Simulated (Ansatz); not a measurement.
## A series in volume per atom on TaN

Results calculated with Ansatz 0.2.0, not measured. Periodic Kohn-Sham DFT of a crystal at fixed atoms; pressure and stress are positive in compression; the energy is the free energy less that of spherical unpolarised free atoms; site moments are those in the method's own spheres, positive along +z.

Cell of the first row (space group P-6m2, No. 187):
```
cell vectors (Å)
   2.8780     0.0000     0.0000
  -1.4390     2.4924     0.0000
   0.0000     0.0000     2.8241
atoms (fractions of the cell vectors)
Ta  0.33333  0.66667  0.50000
N   0.00000  0.00000  0.00000
```

Settings of every row: method all-electron PAW; functional PBEsol; relativity scalar; k mesh 12x12x10; filling fermi-dirac; smearing width 0.02 eV; nucleus gaussian.

Atom start moment: 0 on all atoms.

Limits: no spin-orbit coupling on heavy atoms.

```csv
row,volume per atom (Å³),pressure (GPa)
1,10.129,19.235
2,10.135,19.001
3,10.345,10.355
4,10.56,2.379
5,10.668,-1.298
6,10.776,-4.783
7,10.884,?
8,10.991,-11.216
9,11.207,-16.991
```

Question: what pressure should row 7 give?

Worked fit of pressure. Take u = (V_r/V)^(2/3) − 1 with V_r = 10.614 Å³ an atom, which is twice the finite (Eulerian) strain; such expansions in the strain, on which the Birch-Murnaghan equation of state is built, carry the rest volume and the bulk modulus. The shown rows have u = 0.03167, 0.03126, 0.01726, 0.00341, -0.00338, -0.01005, -0.023, -0.03559. Least squares give pressure = 0.523 + 544.453 × u + 1475.45 × u² GPa; a straight line predicts inner rows, each left out in turn, worse (root mean square 0.73 against 0.019 GPa). The rows lie off it by -0.011, 0.017, -0.005, -0.018, 0.002, 0.017, 0.003, -0.006 (root mean square 0.012 GPa). The pressure vanishes at u = -0.0010, or V = 10.63 Å³ an atom, and there the bulk modulus at fixed shape and fractions is B = −V dP/dV = (2/3)(1 + u) dP/du = 361 GPa. Letting shape and atoms relax would as a rule lower it, by much in layered, chain or molecular crystals. The withheld row has u = -0.01661, so the fit gives 0.523 + 544.453 × (-0.01661) + 1475.45 × (-0.01661)² = -8.113 GPa.

The calculation gave -8.086 GPa. The fit lies 0.027 GPa (0.075 % of the column's range) below it; its largest miss of a shown row is 0.018 GPa.
